Tersoff–Hamann STM of a clean five-layer W(110) slab, computed with Ansatz 0.2.0 (PBEsol, scalar-relativistic plane-wave PAW, 420 eV cutoff, 27 × 27 × 1 k mesh, 0.1 eV Gaussian smearing, no spin polarization). Sample bias is counted from the Fermi level. Density, corrugation and brightest point refer to the plane 3 Å above the top atom, whose mean density is the set point.

```csv
bias (V),log10 mean density (log10 of e/angstrom^3),corrugation (Å),brightest over,apparent barrier at 4 angstrom (eV)
-2.000,-2.881,0.049,between,5.824
-1.000,-3.153,0.042,between,5.363
-0.500,-3.423,0.035,between,5.130
-0.250,-3.710,0.043,between,4.992
0.250,-3.515,0.073,between,4.804
0.500,-3.168,0.080,W,4.739
1.000,-2.937,0.114,W,4.629
1.500,-2.758,0.149,W,4.496
```

The corrugation of this clean tungsten surface is smallest at −0.5 V and grows on both sides of that bias. It looks as if the surface became smooth there and rough again on either side. In fact the image turns over: what stands high at one end of the series stands low at the other, and the corrugation column records only the size of the pattern, not its sign.

## What turns over

At negative bias the image is made of filled states of the sample, at positive bias of empty ones. Each window begins at the Fermi level and reaches out to the stated bias, so a wider window contains every narrower one on its side. Corrugation is the height range that the tip would cover while it keeps the density constant at the mean value of a plane 3 Å above the top atom.

Two places in the surface cell tell the story. One is the top atom. The other is the point above the second-layer atom, which lies midway between two top atoms. The same calculation gives the tip height over each, and their difference, top atom less second-layer site, rises with every step in bias. It runs from −0.048 Å at −2 V through +0.009 Å at −0.5 V to +0.149 Å at +1.5 V.

The top atom is therefore the lower of the two sites at −2 and −1 V and the higher one at the other six biases. The smallest corrugation in the table lies close to the bias at which this difference passes through zero. It does not fall to zero itself, because at −0.5 V a third place, the short bridge between two top atoms, is brighter than both sites. That leaves a corrugation of 0.035 Å although the two sites are almost level.

The entry "between" in the column "brightest over" hides this change. At −2 and −1 V it goes with a top atom that is the darkest point of the image. At −0.5 V it means the short bridge, and at ±0.25 V a point only 0.65 Å to the side of the top atom. Five rows carry the same word for three kinds of image.

## Why filled and empty states draw different pictures

The hydrogen molecule is a simple system with this behaviour. Its bonding orbital collects electrons between the two nuclei, while its antibonding orbital has a node there and keeps them at the atoms. The bonding orbital is lower in energy and filled; the antibonding one is higher and empty. A probe that could see one orbital at a time would find the middle of the molecule rich in the first case and poor in the second.

Tungsten is expected to do something similar with its d electrons. Its d band is about half full, so states of largely bonding character lie below the Fermi level and states of largely antibonding character above it. Tilted d orbitals on neighbouring atoms can join their lobes above the gap between the atoms, which lowers the energy and makes the gap bright. Upright d orbitals of alternating sign cancel above the gap, which raises the energy and leaves the brightness over the atoms.

The comparison has its bounds. A metal has a continuous band in place of two levels, and the tip sees only the faint tails of the states. Upright orbitals that all have the same sign are bonding too, and yet they leave the atoms bright, so a low energy alone does not settle the pattern. The calculation shows in which order the two patterns appear as the energy rises, and the next section puts the change a little below the Fermi level, not exactly at it. That tilted and upright d orbitals cause this order is an argument from bonding theory, since the states were not sorted by orbital shape.

## Taking the windows apart

Because the windows overlap, an image at −0.5 V still contains everything that was seen at −0.25 V. The contrast of the newly added states can be estimated by subtraction. Let ρ be the mean density of a window, Δh the height difference between the two sites, and κ the decay constant of the wave functions into the vacuum. For weak contrast,

Δh ≈ (density over top atom − density over second-layer site) / (2κρ).

The densities of different states add. If κ is about the same for all of them, the product ρΔh adds as well, and the slice of states between a narrow and a wide window has

Δh(slice) ≈ (ρΔh of the wide window − ρΔh of the narrow one) / (ρ of the wide window − ρ of the narrow one).

Take the slice between −0.5 and −0.25 V. The column "log10 mean density" gives ρ = 10^−3.423 = 3.78 × 10⁻⁴ and 10^−3.710 = 1.95 × 10⁻⁴ electrons per Å³. The height differences are 0.009 and 0.040 Å. In units of 10⁻⁴ for the density,

Δh(slice) ≈ (3.78 × 0.009 − 1.95 × 0.040) / (3.78 − 1.95) = −0.024 Å.

So the states added in this slice already favour the second-layer site, although the whole image at −0.5 V still shows the top atom slightly higher. The inner quarter volt supplies about half of the density in that image, and its opposite pattern outweighs the new one. The states change their pattern roughly a quarter of an electronvolt below the Fermi level. The image follows only between −0.5 and −1 V, when enough states of the new kind have been added.

The estimate has no adjustable constant, but it has not been tested either, because no slice away from the Fermi level was imaged by itself. It treats κ as equal for all states, whereas the printed barriers imply a spread of about 14% between whole windows (the square root of 5.82/4.50 is 1.14), and single slices may differ more. It is also coarser where the contrast is strong, as at +1.5 V. The sign of the slice worked above is safe against the rounding of the heights, which could shift the result by about 0.003 Å.

## Why the positive side is so much stronger

Relative to the minimum, the corrugation is 4.3 times as large at +1.5 V but only 1.4 times as large at −2 V. The slices show why. Above the Fermi level every slice favours the top atom, and more strongly the higher it lies, up to an estimated 0.22 Å for the outermost one. Each widening of the window therefore strengthens a pattern that is already there.

Below the Fermi level the slices work against each other. The outermost one, from −2 to −1 V, has an estimated height difference of −0.08 Å, but the full image at −2 V shows only −0.048 Å. The states close to the Fermi level, which favour the top atom, remain in the window and cancel part of the inverted pattern. This mixing is the smaller part of the answer, though. Without the inner quarter volt, the image at −2 V would still show only about −0.06 Å by the same estimate. The filled slices are weak in themselves, at most 0.08 Å in size against 0.22 Å on the empty side.

A larger share of the states on the top layer does not by itself make the contrast stronger. Between −1 and −0.25 V about 35% of the weight of the states sits on the top layer, the largest share in the series. In the outermost empty slice it is only 22%, close to the 20% of an even spread over five layers, and yet that slice has the strongest contrast.

## What the barrier adds

The apparent barrier is a measure of how fast the mean density fades 4 Å above the top atom. It falls with every step in bias, from 5.82 eV at −2 V to 4.50 eV at +1.5 V, because states of higher energy have less of a barrier left to cross. If all energies in a window contributed evenly, its centre would move by half an electronvolt for each volt of bias. The filled side comes close, with 0.48 eV per volt, but the empty side reaches only 0.25 eV per volt.

A possible reason is motion along the surface. Energy tied up in sideways motion does not help an electron to get out, so a state with much of it fades faster than its total energy suggests. Corrugation also needs sideways motion, since only waves that differ in it can interfere to give a pattern. High empty states with more sideways motion would explain both the slow fall of the barrier and the strong corrugation, but the states were not sorted by sideways momentum, so this remains an inference.

The barrier is not a work function. In every row the density fades faster still at larger distance, so the value depends on the height at which it is read. So does the difference between the two sides: farther out, the barrier falls at nearly the same rate per volt on both.

## What to do about it

Do not take a bright spot for an atom on this surface before the bias has been considered. In these images the top atom itself is the brightest point from +0.5 V upward, so this is the range to try first when atoms are to be located. Between −1 and −2 V, the atoms should be sought in the dark spots. Both rules assume a tip that senses the surface through a round s orbital; a tip that ends in another kind of orbital may reverse the contrast by itself. When images at several biases are compared, record how far a fixed site stands above or below the mean height of the image, along with the corrugation. Otherwise a reversal can look like a loss of resolution.

To guess an image at a bias that is not listed, ask which states the window adds and which it keeps. A map of the change in current with bias, taken at a fixed tip height, responds mainly to the added states. It should therefore reverse closer to zero bias than the ordinary constant-current image does.

The exact voltage of the reversal deserves less trust than the reversal itself. At 4 Å the two sites change order between −0.5 and −0.25 V, nearer zero than at 3 Å, and at −0.5 V they differ there by only 0.003 Å. At 5 Å the whole corrugation is at most 0.016 Å, so a real instrument working at such distances would need very low noise to see the effect.

The model surface also has faults that can move the crossing. Spin–orbit coupling is left out, and it is known to alter the surface states of tungsten, among them filled ones inside the range that produces the inverted pattern. The top layer lies 6.6% closer to the second than the spacing of the held layers, which is probably more than at a real surface. The slab has only five layers, some force remains on the layers that were free to move, and the potential is rough where the density is thin, which is where the tip reads the image. Small differences between neighbouring biases should not be interpreted one by one.
